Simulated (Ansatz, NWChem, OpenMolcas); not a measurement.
**SiS (SMILES [Si-]#[S+]): methods side by side**

SiS has 2 atoms, charge 0, and is taken as a singlet. As SMILES, `[Si-]#[S+]`. The bond length is the measured one.

```xyz
2

Si    0.0000    0.0000    0.0000
S     0.0000    0.0000    1.9293
```

Each level gives the energy change with the Si1–S2 bond stretched from 1.929 to 3.473 Å (eV). The values are calculated.

| level | kind | program | value (eV) | less CCSD(T)/cc-pVTZ |
| --- | --- | --- | --- | --- |
| revPBE/cc-pVTZ (restricted) | GGA | Ansatz | 5.61 | -1.21 |
| r2SCAN/cc-pVTZ (restricted) | meta-GGA | Ansatz | 6.24 | -0.58 |
| PBE0/cc-pVTZ (restricted) | global hybrid | NWChem | 6.74 | -0.08 |
| RPA@PBE/cc-pVTZ (restricted) | RPA | Ansatz | 4.98 | -1.84 |
| CASSCF(10,8)/cc-pVTZ | multireference | OpenMolcas | 5.15 | -1.67 |
| SC-NEVPT2(10,8)/cc-pVTZ | multireference | OpenMolcas | 5.18 | -1.64 |
| CCSD(T)/cc-pVTZ (restricted) | coupled cluster or CI | OpenMolcas | 6.82 | 0.00 |
| CCSD/cc-pVTZ (restricted) | coupled cluster or CI | Ansatz | 7.36 | +0.54 |

Differences are taken from CCSD(T)/cc-pVTZ (restricted) for orientation; it has basis-set and higher-order errors of its own. At this stretch a single reference begins to fail. The first shape isn't each level's own minimum. The values span 4.98 to 7.36 eV.

Stretching SiS pulls apart a σ bond and two π bonds, and the levels divide mainly by how they treat the electrons being uncoupled. A restricted determinant keeps these electrons paired and retains too much ionic character, whereas the full-valence active space lets them localise on the two atoms. CASSCF and SC-NEVPT2 therefore give much lower energies, 5.15 and 5.18 eV, and their closeness suggests that dynamic correlation changes little between the two geometries.

CCSD(T), CCSD and PBE0 even lie above the known dissociation energy to ground-state atoms, a limit the singlet curve should approach from below. PBE0's small difference of -0.08 eV from CCSD(T) thus probably reflects a similar overestimate rather than accuracy. Triples remove part of the CCSD error, while semilocal exchange in revPBE partly mimics static correlation. RPA falls near the multireference values, but its known tendency to underbind may contribute to that agreement. A single stretched point doesn't establish which level gives the best overall curve shape.
